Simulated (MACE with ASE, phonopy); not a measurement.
# Zone-centre optical mode of rocksalt KCl against volume with two machine-learned potentials, MACE-MP-0b2 small and MACE-MPA-0 medium

When KCl expands by about 1.5 % in volume, each K–Cl contact lengthens by only about 0.5 %, yet the vibration of K against Cl slows by 3 to 4 %. We examine how steep this softening is and whether two machine-learned potentials agree on it. The answer matters for infrared optics and for layers under strain, where the transverse optical frequency shifts with the lattice. The mode is the threefold degenerate T1u vibration, calculated harmonically on the static lattice without the macroscopic field, so it stands for the transverse branch and not the longitudinal one. Volumes are per atom, and V/V0 refers to each potential's own relaxed volume. The mode Grüneisen parameter γ is minus the slope of ln ω against ln V.

## Calculations

One crystal, KCl (rocksalt), taken from a measured cell of the Crystallography Open Database (known phase), directly or through a relaxation at another level, and relaxed at each level to its static volume V0; then scaled volumes, with shape and atoms relaxed at fixed volume where symmetry leaves them free. Machine-learned potentials: finite atomic displacements of 0.02 Å in 3×3×3 supercells with phonopy 4.10. The same in all rows: lowest frequency along the high-symmetry path, interpolated; zero means stable, negative imaginary: 0.0 cm⁻¹.

Notes on method and selection:

- Minus the slope of ln ω against ln V is the mode Grüneisen parameter.
- Harmonic values at the static lattice; measured values carry thermal expansion and anharmonic shifts at their temperature.
- MACE-MP-0b2 and MACE-MPA-0 are published machine-learned interatomic potentials trained on PBE and PBE+U data; they have no electrons, no dipole term and hence no LO-TO splitting.
- Runs that did not converge, have known faults or may not be shown are not listed, and runs on Ansatz's PAW sets soft_1 and soft_2 are kept to separate tables.

Columns:

- volume (Å³): volume per atom.
- pressure (GPa): static pressure at that volume, compression positive.
- highest Γ mode (cm⁻¹): highest optical mode at the zone centre, without the macroscopic field (no LO-TO term).

## Table of results

```
member        level of theory    volume (Å³)  pressure (GPa)  highest Γ mode (cm⁻¹)
V/V0 = 0.97   MACE-MP-0b2 small  31.120       0.69            142.9
V/V0 = 0.985  MACE-MP-0b2 small  31.601       0.34            138.3
V/V0 = 1      MACE-MP-0b2 small  32.082       0.00            133.9
V/V0 = 1.015  MACE-MP-0b2 small  32.564       −0.34           129.7
V/V0 = 1.03   MACE-MP-0b2 small  33.045       −0.70           125.7
V/V0 = 1.05   MACE-MP-0b2 small  33.687       −1.18           120.5
V/V0 = 0.97   MACE-MPA-0 medium  31.726       0.53            134.8
V/V0 = 0.985  MACE-MPA-0 medium  32.216       0.26            129.8
V/V0 = 1      MACE-MPA-0 medium  32.707       ?               ?
V/V0 = 1.015  MACE-MPA-0 medium  33.197       −0.24           120.0
V/V0 = 1.03   MACE-MPA-0 medium  33.688       −0.46           115.5
V/V0 = 1.05   MACE-MPA-0 medium  34.342       −0.75           110.2
```

Cells marked ? are withheld until the estimate has been made.

Least-squares fits to the members shown, with x = volume (Å³); R² and errors in the fitted variable (y, or ln y where the fit is in ln y):

```
y                      level of theory    members  fit                            R²    rms residual  leave-one-out rms  the same for the mean of the others
highest Γ mode (cm⁻¹)  MACE-MP-0b2 small  6        ln y = 12.3467 − 2.14794 ln x  1.00  3.1×10⁻⁴      5.7×10⁻⁴           0.069
highest Γ mode (cm⁻¹)  MACE-MPA-0 medium  5        ln y = 13.7565 − 2.56060 ln x  1.00  9.2×10⁻⁴      0.0016             0.093
```

## Why the values move as they do

Both potentials lower the frequency at every step of expansion shown. The fits give γ = 2.15 for MACE-MP-0b2 small and 2.56 for MACE-MPA-0 medium, a difference of 2.56 − 2.15 = 0.41. Slopes between neighbouring shown rows run from about 2.1 to 2.2 in the first series and from about 2.4 to 2.6 in the second. The ranges do not overlap, so the potentials agree on the sign and rough size of γ but not on its value.

The masses are fixed, so the softening comes entirely from the restoring force, which varies as ω². With V proportional to the cube of the K–Cl distance r, the force constant falls as r to the power −2 × 3 × 2.15 = −12.9 in one series and −2 × 3 × 2.56 = −15.4 in the other. Ionic-crystal theory explains such high powers. The short-range repulsion between closed shells stiffens the mode and decays quickly with distance, while the electrostatic local field softens it and decays only as 1/V. Their difference therefore shrinks faster, in relative terms, than the repulsion alone. The potentials have no explicit charges and can carry this balance only as far as they learned it from their training forces.

Part of the frequency gap is a matter of volume. At V/V0 = 1.03 MACE-MPA-0 lies 125.7 − 115.5 = 10.2 cm⁻¹ lower, but its cell is also larger. At nearly the same volume, 33.687 and 33.688 Å³, the gap is 120.5 − 115.5 = 5.0 cm⁻¹, about half as much.

The pressures give a reason for caution about MACE-MP-0b2. An ionic crystal should become more compressible as it expands, and with MACE-MPA-0 the pressure change per Å³ does fall, from (0.53 − 0.26) / (32.216 − 31.726) = 0.55 to (0.75 − 0.46) / (34.342 − 33.688) = 0.44 GPa. With MACE-MP-0b2 it stays near 0.7 GPa throughout, which points to a flaw in the learned energy surface rather than to chemistry. This does not establish the other potential's γ as correct, since both may also inherit errors from their PBE-based training data.

## A prediction

Plain estimates from the members shown:

- V/V0 = 1 (MACE-MPA-0 medium), fit at x = 32.707: 124.7 cm⁻¹
- V/V0 = 1 (MACE-MPA-0 medium), geometric interpolation between V/V0 = 0.985 and V/V0 = 1.015: w = (32.707 − 32.216) / (33.197 − 32.216) = 0.501, so 129.8 × (120.0 / 129.8)^0.501 = 124.8 cm⁻¹
- V/V0 = 1 (MACE-MPA-0 medium), from its own MACE-MP-0b2 small value plus the mean shift MACE-MPA-0 medium − MACE-MP-0b2 small over the other 5 members (−9.4, standard deviation 0.90): 133.9 − 9.4 = 124.5 cm⁻¹

The missing row is the relaxed volume of MACE-MPA-0 medium, with shown neighbours on both sides. We use geometric interpolation between those neighbours, because it follows the local slope of the same potential:

129.8 × (120.0 / 129.8)^0.501 = 124.8 cm⁻¹.

The shift from the other potential is less suitable. The difference between the two series grows from 134.8 − 142.9 = −8.1 cm⁻¹ at V/V0 = 0.97 to 110.2 − 120.5 = −10.3 cm⁻¹ at 1.05, so a constant shift misses a real drift.

Nothing in the other columns calls for a correction. The structure stays rocksalt, symmetry fixes the atomic positions, and no imaginary mode appears along the path at any volume.

The same route can be tried on two shown members of this series. For V/V0 = 1.03, from the rows at 1.015 and 1.05, it gives 120.0 × (110.2 / 120.0)^0.429 = 115.7 cm⁻¹ against 115.5 in the table. For V/V0 = 0.985, from the rows at 0.97 and 1.015, it gives 134.8 × (120.0 / 134.8)^0.333 = 129.7 cm⁻¹ against 129.8. The misses of 0.2 and 0.1 have a root mean square of 0.16 cm⁻¹, which we round up to 0.2 as one standard deviation.

**Committed estimate, V/V0 = 1 (MACE-MPA-0 medium): highest Γ mode = 124.8 ± 0.2 cm⁻¹.**

## How the estimate fared

```
member    level of theory    volume (Å³)  pressure (GPa)  highest Γ mode (cm⁻¹)
V/V0 = 1  MACE-MPA-0 medium  32.707       0.00            124.8
```

```
member                        estimate                      highest Γ mode (cm⁻¹)  computed  estimate − computed  miss in error bars
V/V0 = 1 (MACE-MPA-0 medium)  committed                     124.8                  124.8     0.0                  0.0
V/V0 = 1 (MACE-MPA-0 medium)  fit                           124.7                  124.8     −0.1
V/V0 = 1 (MACE-MPA-0 medium)  interpolation                 124.8                  124.8     0.0
V/V0 = 1 (MACE-MPA-0 medium)  shift from MACE-MP-0b2 small  124.5                  124.8     −0.3
```

The estimate of 124.8 cm⁻¹ matches the computed value to the printed digit and so lies inside its error bar of 0.2. It was the plain interpolation, taken over without correction. The fit came within 0.1 cm⁻¹, which is no real difference at this rounding, and the shift from the other potential was 0.3 too low.

The argument against a constant shift held. With the new row the gap between the potentials at V/V0 = 1 is 124.8 − 133.9 = −9.1 cm⁻¹, and it widens at every step from −8.1 at 0.97 to −10.3 at 1.05. That drift is what a steeper relative softening in MACE-MPA-0 produces.

For the mechanism the result says little. It shows that the frequency varies smoothly through the relaxed volume, which any smooth restoring force would give. The balance of closed-shell repulsion against the electrostatic local field remains an explanation from ionic-crystal theory, not something this row has tested.

## Where the trend breaks

Least-squares fits to the whole series, with x = volume (Å³); R² and errors in the fitted variable (y, or ln y where the fit is in ln y):

```
y                      level of theory    members  fit                            R²    rms residual  leave-one-out rms  the same for the mean of the others
highest Γ mode (cm⁻¹)  MACE-MP-0b2 small  6        ln y = 12.3467 − 2.14794 ln x  1.00  3.1×10⁻⁴      5.7×10⁻⁴           0.069
highest Γ mode (cm⁻¹)  MACE-MPA-0 medium  6        ln y = 13.7602 − 2.56164 ln x  1.00  8.7×10⁻⁴      0.0014             0.082
```

Largest departures from the fit to the whole series:

```
member       level of theory    highest Γ mode (cm⁻¹)  fit    computed − fit  computed / fit  in rms residuals (of ln y)
V/V0 = 1.05  MACE-MP-0b2 small  120.5                  120.6  −0.1            1.00            1.7
V/V0 = 1.03  MACE-MPA-0 medium  115.5                  115.6  −0.1            1.00            1.5
V/V0 = 1.03  MACE-MP-0b2 small  125.7                  125.6  +0.1            1.00            1.4
V/V0 = 1.05  MACE-MPA-0 medium  110.2                  110.1  +0.1            1.00            1.2
```

No row stands out in either series. The largest departures from the power-law fits are 0.1 cm⁻¹, the size of the last printed digit, and we attach no physical cause to them.

## Conclusions

Between V/V0 = 0.97 and 1.05 both potentials soften the mode on expansion, but they disagree on the Grüneisen parameter, 2.15 against 2.56. Within this range, a further volume of the MACE-MPA-0 series can be estimated from its neighbours to about 0.2 cm⁻¹.

For use under pressure the disagreement is larger. From the rows on either side of V0, the mode rises by (138.3 − 129.7) / (0.34 + 0.34) = 12.6 cm⁻¹ per GPa with MACE-MP-0b2 and by (129.8 − 120.0) / (0.26 + 0.24) = 19.6 with MACE-MPA-0, whose lattice is also softer. A pressure calibration should not rest on either value alone.

All the frequencies are harmonic values for a static lattice. A comparison with a measured transverse frequency would also have to allow for thermal expansion, which lowers the mode, and for anharmonic shifts at fixed volume.

[Logs are printed without paths, hosts, clocks, repeated set-up lines and the standing remarks that a program may print on its own settings, such as how far it seeks lower states.]
